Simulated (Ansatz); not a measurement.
Abstraction of H: B(SiH3)3 + CSF3 → B(SiH2)(SiH3)2 + CHF3S

Gas-phase species: B(SiH3)3, singlet; CSF3 `FC(F)(F)[S]`, doublet; B(SiH2)(SiH3)2, doublet; CHF3S (trifluoromethanethiol) `FC(F)(F)S`, singlet. A radical takes H: the energy is the difference in strength between the Si–H bond broken and the S–H bond made.

Shapes, held fixed at every level: PBE0-D4/def2-TZVP. Programs: Ansatz 0.2.0. The zero-point and thermal change to 298 K, harmonic and unscaled (PBE0-D4/def2-TZVP), is +2.6 kJ/mol.

(1) Estimate ΔH(298 K) of this reaction.

## Answers

(1) The highest level, CCSD(T)/CBS estimate, gives ΔH(298 K) = -66.1 kJ/mol; the levels span -68.8 to -53.4. The column of differences is taken from that level and isn't an error. No measured value is set beside it here. Open shells run unrestricted. The CBS estimate extrapolates MP2 from def2-TZVPP and def2-QZVPP and adds CCSD(T) − MP2 in the triple-zeta set, cores frozen.

```csv
level,kind,ΔH(298 K) (kJ/mol),less CCSD(T)/CBS estimate
MP2/def2-SVP,perturbation theory,-67.6,-1.5
B3LYP-D4/def2-TZVPP,global hybrid,-63.2,+2.9
wB97M-V/def2-TZVPP,range-separated hybrid,-68.8,-2.7
wB97X-V/def2-TZVPP,range-separated hybrid,-58.1,+8.0
B2PLYP/def2-TZVPP,double hybrid,-63.6,+2.5
CCSD/def2-SVP,coupled cluster or CI,-53.4,+12.7
CCSD(T)/def2-TZVPP,coupled cluster or CI,-62.9,+3.2
CCSD(T)/CBS estimate,coupled cluster or CI,-66.1,0.0
```

Hydrogen transfer from silicon to sulfur is clearly exothermic at every level, so the S–H bond formed is stronger than the Si–H bond broken. Ordinary silane and thiol bonds are much closer in strength, which suggests that this Si–H bond is unusually weak. The probable reason is the neighbouring boron: its formally empty p orbital can accept spin density from the silicon-centred radical, giving a partial Si–B π bond that the parent molecule lacks. The electron-withdrawing CF3 group probably adds to the driving force by destabilising the electrophilic thiyl radical relative to its thiol.

Going from CCSD(T)/def2-TZVPP to the CBS estimate makes the reaction more exothermic, from -62.9 to -66.1 kJ/mol. The close agreement of MP2 in its much smaller basis may therefore owe something to cancelling errors. CCSD/def2-SVP gives the weakest driving force, but it lacks both the triples and a large basis, so the shift can't be assigned to either alone. The reaction enthalpy doesn't show whether abstraction would outcompete addition of the thiyl radical to the Lewis-acidic boron.
